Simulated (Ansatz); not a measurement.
# Zr: energy change per atom and pressure against volume scale

Results calculated with Ansatz 0.2.0, not measured. Plane-wave DFT, scalar-relativistic PAW made under PBE with cores redone for the functional, no dispersion; the given relaxed cell is scaled uniformly, energy at zero smearing counts from the unscaled cell, pressure at the given Fermi-Dirac smearing is positive in compression.

The cell before it is scaled or strained (space group P6_3/mmc, No. 194):
```
CELL_PARAMETERS angstrom
3.18790 0.00000 0.00000
-1.59390 2.76080 0.00000
0.00000 0.00000 5.10220
ATOMIC_POSITIONS crystal
Zr 0.33333 0.66667 0.25000
Zr 0.66667 0.33333 0.75000
```

Settings of every row: spin polarised yes; functional PBEsol; wave cutoff 420 eV; smearing width 0.05 eV; k mesh 19x19x10.

Atom:
| element | starting moment (Bohr magneton) |
| --- | --- |
| Zr | 1 |
| Zr | 1 |

| row | volume scale | V (Å³/atom) | energy change per atom (meV) | pressure (GPa) |
| --- | --- | --- | --- | --- |
| 1 | 0.88 | 19.758 | 120.09 | 15.6 |
| 2 | 0.92 | 20.656 | ? | ? |
| 3 | 0.96 | 21.555 | 11.98 | 4.39 |
| 4 | 1.04 | 23.351 | 10.32 | -3.6 |
| 5 | 1.08 | 24.249 | 39.4 | -6.67 |
| 6 | 1.12 | 25.147 | 84.3 | -9.26 |

Largest site moment is 0 Bohr magneton in every row.

Question: what energy change per atom and pressure should row 2 give?

Worked fit of energy change per atom. Take u = (V_r/V)^(2/3) − 1 with V_r = 23.351 Å³ an atom, which is twice the finite (Eulerian) strain; such expansions in the strain, on which the Birch-Murnaghan equation of state is built, carry the rest volume and the bulk modulus. The shown rows have u = 0.11783, 0.0548, 0, -0.02484, -0.0482. Least squares give energy change per atom = 10.97 − 801.375 × u + 14679.21 × u² meV; a straight line predicts inner rows, each left out in turn, worse (root mean square 48 against 1.4 meV). The rows lie off it by -0.26, 0.84, -0.65, -0.53, 0.60 (root mean square 0.61 meV). The withheld row has u = 0.08519, so the fit gives 10.97 − 801.375 × (0.08519) + 14679.21 × (0.08519)² = 49.23 meV.

The calculation gave 50.38 meV. The fit lies 1.15 meV (2.3 % of the value, 1 % of the column's range) below it; its largest miss of a shown row is 0.84 meV.

Worked fit of pressure. Take u = (V_r/V)^(2/3) − 1 with V_r = 23.351 Å³ an atom, which is twice the finite (Eulerian) strain; such expansions in the strain, on which the Birch-Murnaghan equation of state is built, carry the rest volume and the bulk modulus. The shown rows have u = 0.11783, 0.0548, 0, -0.02484, -0.0482. Least squares give pressure = −3.595 + 130.693 × u + 273.45 × u² GPa; a straight line predicts inner rows, each left out in turn, worse (root mean square 0.91 against 0.006 GPa). All shown rows lie on it to the printed digit. The pressure vanishes at u = 0.0261, or V = 22.47 Å³ an atom, and there the bulk modulus at fixed shape and fractions is B = −V dP/dV = (2/3)(1 + u) dP/du = 99.2 GPa. Letting shape and atoms relax would as a rule lower it, by much in layered, chain or molecular crystals. The withheld row has u = 0.08519, so the fit gives −3.595 + 130.693 × (0.08519) + 273.45 × (0.08519)² = 9.52 GPa.

The calculation gave 9.51 GPa. The fit lies 0.01 GPa (0.04 % of the column's range) above it, one unit of the last digit.
